An effective mass says how sharply a band bends at its edge: a strongly curved band gives a light carrier, a flat one a heavy carrier. The table puts computed masses of diamond beside measured ones in order of size, so neighbours in it need not be the same quantity. The questions below work towards the pairs that may be compared.

Band-edge effective masses of diamond (two-atom cell), computed with Ansatz 0.2.0 using PBE and PAW, scalar-relativistic without spin-orbit coupling, with a 420 eV plane-wave cutoff and a 12x12x12 k mesh. The computed masses come from central differences of the band energies with a step of 0.02 Å⁻¹ along Cartesian directions. The rows were drawn from a pool: of 90 crystals with a measured lattice constant, 2 whose relaxed edge lies over 5 % from it were taken for other phases and got no table, so the agreement shown is better than for the whole pool.

```
row  computed mass (electron masses)           what it is  measured mass (electron masses)                                             label in the paper, method, sample                   source
  1                           0.1718      hole, along 111                              n/a                                                                            n/a                      n/a
  2                              n/a                  n/a                            0.263  light hole, in units of free electron mass; cyclotron resonance; bulk crystal  arXiv:1907.00673 (2019)
  3                              n/a                  n/a                            0.288                            light hole [001]; cyclotron resonance; bulk crystal  arXiv:2003.08007 (2020)
  4                           0.2896  electron, along 001                              n/a                                                                            n/a                      n/a
  5                           0.2959      hole, along 001                              n/a                                                                            n/a                      n/a
  6                           0.2959      hole, along 100                              n/a                                                                            n/a                      n/a
  7                           0.3993  electron, along 111                              n/a                                                                            n/a                      n/a
  8                           0.5121      hole, along 001                              n/a                                                                            n/a                      n/a
  9                           0.5121      hole, along 100                              n/a                                                                            n/a                      n/a
 10                              n/a                  n/a                             0.54                            heavy hole [001]; cyclotron resonance; bulk crystal  arXiv:2003.08007 (2020)
 11                              n/a                  n/a                            0.653  heavy hole, in units of free electron mass; cyclotron resonance; bulk crystal  arXiv:1907.00673 (2019)
 12                              n/a                  n/a                            0.667                  heavy hole, angle-averaged; cyclotron resonance; bulk crystal  arXiv:2003.08007 (2020)
 13                           0.6922      hole, along 111                              n/a                                                                            n/a                      n/a
 14                              n/a                  n/a                              0.7                          light hole at Gamma; earlier experiment; bulk crystal  arXiv:2004.12544 (2020)
 15                              n/a                  n/a                             1.06                      split-off hole at Gamma; earlier experiment; bulk crystal  arXiv:2004.12544 (2020)
 16                            1.633  electron, along 100                              n/a                                                                            n/a                      n/a
 17                              n/a                  n/a                             2.12                          heavy hole at Gamma; earlier experiment; bulk crystal  arXiv:2004.12544 (2020)
```

**1. Why is the electron so much heavier along 100 than along 001?**

The lowest conduction valley does not sit at the zone centre but out on the 100 axis, so 100 runs along the valley and 001 across it. The mass along the axis, 1.633, is 5.6 times the mass across it, 0.2896. The standard explanation is that bands repel each other. For motion across the axis, a filled pair of bands below pushes the valley band up and sharpens it. For motion along the axis, symmetry forbids coupling to that pair, so this sharpening is missing.

That alone would leave roughly the free-electron mass of 1, not 1.633. The extra weight requires empty bands higher up, of the same symmetry as the valley band, to push it down and flatten it more than filled bands of that symmetry sharpen it. The very next empty band has a different symmetry along the axis and takes no part. The calculation lists masses but no coupling strengths, so it does not test this account directly.

**2. What should the electron mass be along 111, between these two limits?**

Curvatures add, and curvature goes as one over the mass, so the inverse masses must be averaged. The direction 111 is one third along the valley and two thirds across it:

$$\frac{1}{m_{111}}=\frac13\,\frac{1}{1.633}+\frac23\,\frac{1}{0.2896}$$

This gives 0.399, and the table has 0.3993. The light direction dominates, because it contributes most of the curvature. The same average over equally filled valleys is the mass to use for conduction, whereas counting states calls for the geometric mean, 0.515 for one valley.

**3. Which digits can be trusted?**

The two entries of 0.2959 for holes along 001 and 100 are equal by cubic symmetry, so their agreement is no measure of accuracy. The 111 electron is a better test, since it was computed separately and agrees with the average to within 0.1%. That supports the third digit of the lighter electron masses as curvatures of these particular bands. It says little about the third digit of 1.633, which contributes only a small part of the average, and nothing about errors shared by all directions, such as those of the functional. For real diamond even the first digit of a mass derived from these bands may be off, as question 6 suggests.

**4. Why are both the lightest and the heaviest computed holes in the table found along 111?**

Three valence bands meet at the zone centre, built from three p-like orbitals. Along 001 they split into a single band of mass 0.5121 and a pair of mass 0.2959. The pair belongs to the orbitals lying across the motion. These can couple to the lowest empty level at the zone centre, which pushes them down and makes them light; symmetry denies that coupling to the orbital pointing along the motion.

Along 111 the order is reversed: the single band is light, 0.1718, and the pair heavy, 0.6922. There the three orbitals mix, and one combination takes most of the coupling to that empty level, leaving little for the other two. Cubic symmetry fixes the sum of the three inverse masses, so curvature gained by one band is lost by the others. The computed sums are 8.712 along 001 and 8.710 along 111. Turning the direction redistributes the curvature without changing its total.

**5. What would change if spin-orbit coupling were switched on?**

In diamond it splits the valence edge by only about 10 meV (a rough, recalled size), which suggests that it can be ignored. For holes with much more energy than that, it can. For cold holes right at the edge it cannot, because where bands meet at one energy, even a very weak coupling can remix them.

Theory fixes the mixture along 001. One band keeps the character of the pair and its mass of 0.2959. The other band at the edge becomes two thirds single band and one third pair, and again the inverse masses are averaged:

$$\frac{1}{m}=\frac23\,\frac{1}{0.5121}+\frac13\,\frac{1}{0.2959}\approx 2.43,\qquad m\approx 0.41$$

The heavy hole along 001 thus drops from 0.51 to 0.41 electron masses. The third band splits off below the edge.

**6. How well does the calculation then agree with cyclotron resonance?**

Cyclotron resonance is normally done on cold carriers, so the remixed masses are the ones to compare. Along 001 the light hole comes out 3% heavier than the measured 0.288, which is good agreement. The heavy hole comes out 24% lighter than the measured 0.54. The raw table value of 0.5121 lies only 5% below that measurement, but it belongs to a band that no longer exists in that form at the edge.

The cause of the shortfall is open. The functional makes the gap too small, which tends to lighten carriers. The calculation also leaves out the coupling of carriers to lattice vibrations (polaron terms), which usually makes them heavier. Yet an equal lightening of all holes would not leave the light one slightly too heavy. The label "[001]" may also matter. If it names the direction of the magnetic field rather than that of the motion, each hole circles through other directions as well. The computed mass to compare would then be larger for the heavy hole and smaller for the light one.

**7. Is the measured heavy hole of 2.12 confirmed by a computed mass of the same size?**

The same calculation does give a hole mass of 2.10 along 110, within about 1% of that measurement. This is the most tempting match of all, but it is probably accidental, since the label of the measurement names no direction. The band is nearly flat because it combines two orbitals whose couplings to the lowest empty level cancel. Spin-orbit coupling mixes in the lighter bands, and the mass falls to about 0.62.

The measured values themselves disagree. The heavy hole of 2.12, labelled "earlier experiment", is 3.2 times the angle-averaged cyclotron value of 0.667. The light hole with the same label, 0.7, is likewise 2.4 times the cyclotron value of 0.288. The measured values were read out of the papers by a program, and a few in a hundred may be wrong or quoted second-hand, so these entries should be checked at the source before much is built on them. With spin-orbit mixing the computed heavy hole runs from 0.41 along 001 through 0.62 along 110 to 0.69 along 111, where the pair keeps its mass. That range lies far below 2.12 and includes all the heavy-hole values labelled as cyclotron resonance. The angle-averaged 0.667 sits near its top, however, so an average over the computed directions would come out too light.

In practice, then, where valence bands meet at the edge, a hole mass computed without spin-orbit coupling should be remixed before it is set beside a low-temperature measurement. It should be paired by band and direction rather than by size. An angle-averaged mass should be compared with an average over directions, not with the nearest single entry. The printed output after this text lists the inverse masses, the remixed values and their distances from experiment.

Output of the analysis:

```
electron mass along the valley axis over mass across it (ratio): 5.639
electron mass along 111 expected from inverse masses (electron masses): 0.399
computed electron mass along 111 less expected (percent): 0.07053
electron cyclotron mass, field across the valley axis (electron masses): 0.6877
electron density-of-states mass of one valley (electron masses): 0.5155
inverse hole mass along 001, singlet (1/electron mass): 1.953
inverse hole mass along 001, each of doublet (1/electron mass): 3.38
inverse hole mass along 111, singlet (1/electron mass): 5.821
inverse hole mass along 111, each of doublet (1/electron mass): 1.445
sum of three inverse hole masses along 001 (1/electron mass): 8.712
sum of three inverse hole masses along 111 (1/electron mass): 8.71
heavy hole along 001 with spin-orbit mixing (electron masses): 0.4118
uncorrected singlet along 001 less measured heavy hole of row 10 (percent): -5.167
spin-orbit mixed heavy hole along 001 less measured row 10 (percent): -23.74
light hole along 001 less measured row 3 (percent): 2.743
heaviest hole along 110 without spin-orbit coupling less measured row 17 (percent): -1.042
heavy hole along 110 with spin-orbit mixing (electron masses): 0.6179
earlier light hole of row 14 over cyclotron light hole of row 3 (ratio): 2.431
earlier heavy hole of row 17 over angle-averaged cyclotron heavy hole of row 12 (ratio): 3.178
```
